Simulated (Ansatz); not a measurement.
# Computed against measured: atomisation enthalpy at 298 K

6 molecules without hydrogen; the atomisation enthalpy at 298 K in kJ/mol, computed less measured. Shapes, held fixed at every level: PBE0-D4/def2-TZVP. Flexible molecules stand in one conformer, not always the lowest. Thermal terms are harmonic and unscaled (PBE0-D4/def2-TZVP); the spin-orbit lowering of the free atoms is taken from their spectra. Programs: Ansatz 0.2.0. Measured values: Active Thermochemical Tables, CRC Handbook of Chemistry and Physics, NIST-JANAF tables.

Levels: A = HF/def2-SVP; B = PBE-D4/def2-TZVPP; C = wB97X-V/def2-TZVPP.

| molecule | from tabulated heats | A | B | C |
| --- | --- | --- | --- | --- |
| BOF (fluoro(oxo)borane) | 1501 | -435 | +41 | -35 |
| SbBr3 (antimony bromide) | 792 | -418 | +58 | +4 |
| C2N2 (bisisocyanide) | 1766 | -802 | +171 | +14 |
| GeF4 (tetrafluorogermane) | 1880 | -642 | +56 | +19 |
| P4S3 (tetraphosphorus trisulfide) | 2248 | -1397 | +142 | +1 |
| C2Cl2F4 (dichlorotetrafluoroethane) | 2931 | -1069 | +181 | +6 |

**Question.** Which level does best on this set, which worst, and which err to one side?

**Answer.** 
```json
{"level": "HF/def2-SVP", "kind": "Hartree–Fock", "mean error": "-793.8", "mean absolute error": "793.8", "worst case": "P4S3"}
{"level": "PBE-D4/def2-TZVPP", "kind": "GGA", "mean error": "+108.2", "mean absolute error": "108.2", "worst case": "C2Cl2F4"}
{"level": "wB97X-V/def2-TZVPP", "kind": "range-separated hybrid", "mean error": "+1.5", "mean absolute error": "13.2", "worst case": "BOF"}
```

On this set wB97X-V/def2-TZVPP has the smallest mean absolute error and HF/def2-SVP the largest. HF/def2-SVP is too low in 6 of 6; PBE-D4/def2-TZVPP is too high in 6 of 6; wB97X-V/def2-TZVPP is too high in 5 of 6. The heats of SbBr3, GeF4 come from older tables and can be uncertain by 10 kJ/mol or more. The molecules' own spin-orbit binding is left out, so errors for heavy halides read too negative. The tabulated values of BOF, P4S3, C2Cl2F4 are in doubt (older tables, estimates, or at odds with other calculations) and kept here. Over the 3 molecules whose values aren't doubted the mean absolute errors are A 620.7; B 95.0; C 12.3. For HF/def2-SVP the error grows with the size of the molecule. Hartree–Fock lacks correlation and underbinds. For atoms past krypton def2 sets carry core potentials with scalar relativity. Relativity is left out for Br, Ge. The set is small.

Hartree–Fock's deficit follows the electron pairs formed on bonding more than the number of atoms. C2N2 and SbBr3 both have four atoms, yet the errors are -802 and -418. The isocyanide's short multiple bonds crowd several pairs into the same region, where the missing correlation energy is large; the small basis probably deepens the deficit, since it describes polarisation in the molecule less well than the free atoms. PBE errs the other way, and again most strongly for C2N2 among the undoubted cases (+171, against +58 and +56). Semilocal exchange typically overstabilises such multiply bonded molecules relative to their open-shell atoms, and the exact exchange in the range-separated hybrid largely offsets this.

BOF, the hybrid's only negative error, also gives PBE its smallest positive one. Both would fit a tabulated atomisation enthalpy that is too large, so this worst case may say more about the reference than about the functional. The hybrid's clear lead over the other two levels doesn't depend on it, but its near-zero mean error does, because the negative BOF entry cancels most of the positive ones.
